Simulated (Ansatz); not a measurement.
## Ligand exchange: C4H11B + In(CH3)2(OH) → C3H9BO + In(CH3)3

Species: C4H11B `CBC(C)C`, singlet; In(CH3)2(OH), singlet; C3H9BO `CC(C)BO`, singlet; In(CH3)3, singlet. The partners trade CH3 for OH: B–CH3 and In–OH bonds give way to B–OH and In–CH3.

Shapes, held fixed at every level: PBE0-D4/def2-TZVP. Flexible molecules stand in one conformer, not always the lowest. Programs: Ansatz 0.2.0. Electronic energies: no zero-point or thermal term.

Estimate ΔE of this reaction.

The highest level, CCSD(T)/def2-TZVPP, gives ΔE = -73.8 kJ/mol; the levels span -87.8 to -65.0. The column of differences is taken from that level and isn't an error. No measured value is set beside it here. For atoms past krypton def2 sets carry core potentials with scalar relativity. Outer-core shells of In are correlated in most correlated rows, in sets that cover them unevenly. Times are processor times on shared x86 and Arm servers, and rough.

```csv
level,kind,ΔE (kJ/mol),less CCSD(T)/def2-TZVPP,CPU time (sum over the molecules)
SPW92/def2-TZVPP,LDA,-71.9,+1.9,28 s
PBE-D4/def2-TZVPP,GGA,-65.0,+8.8,57 s
BHLYP-D4/def2-TZVPP,global hybrid,-70.2,+3.6,79 s
B2PLYP/def2-TZVPP,double hybrid,-68.5,+5.3,2.3 min
MP2/def2-TZVPP,perturbation theory,-73.2,+0.6,–
CCSD(T)/def2-SVP,coupled cluster or CI,-87.8,-14.0,2.9 min
CCSD(T)/def2-TZVPP,coupled cluster or CI,-73.8,0.0,51 min
```

Every level puts hydroxide on boron and methyl on indium, with a clearly exothermic exchange. The main reason is the B–O bond: it is short, strong and polar, and an oxygen lone pair donates into the empty boron 2p orbital. Indium's more diffuse 5p orbital overlaps poorly with oxygen, so In–OH gains much less from such π donation. Methyl has no lone pair to offer, so moving it from boron to indium forfeits no comparable stabilisation.

With coupled cluster, going from def2-SVP to def2-TZVPP makes the reaction 14.0 kJ/mol less exothermic, a larger change than the whole spread among methods in the triple-zeta basis, probably because the small set describes the polar In–OH bond and the B–OH bond unevenly. The direction of exchange is therefore secure, but the closeness of MP2 to CCSD(T) doesn't establish a converged value. The energy applies to isolated monomers; dialkylindium hydroxides tend to associate through OH bridges, which would stabilise the reactant side and reduce the driving force in condensed phases.
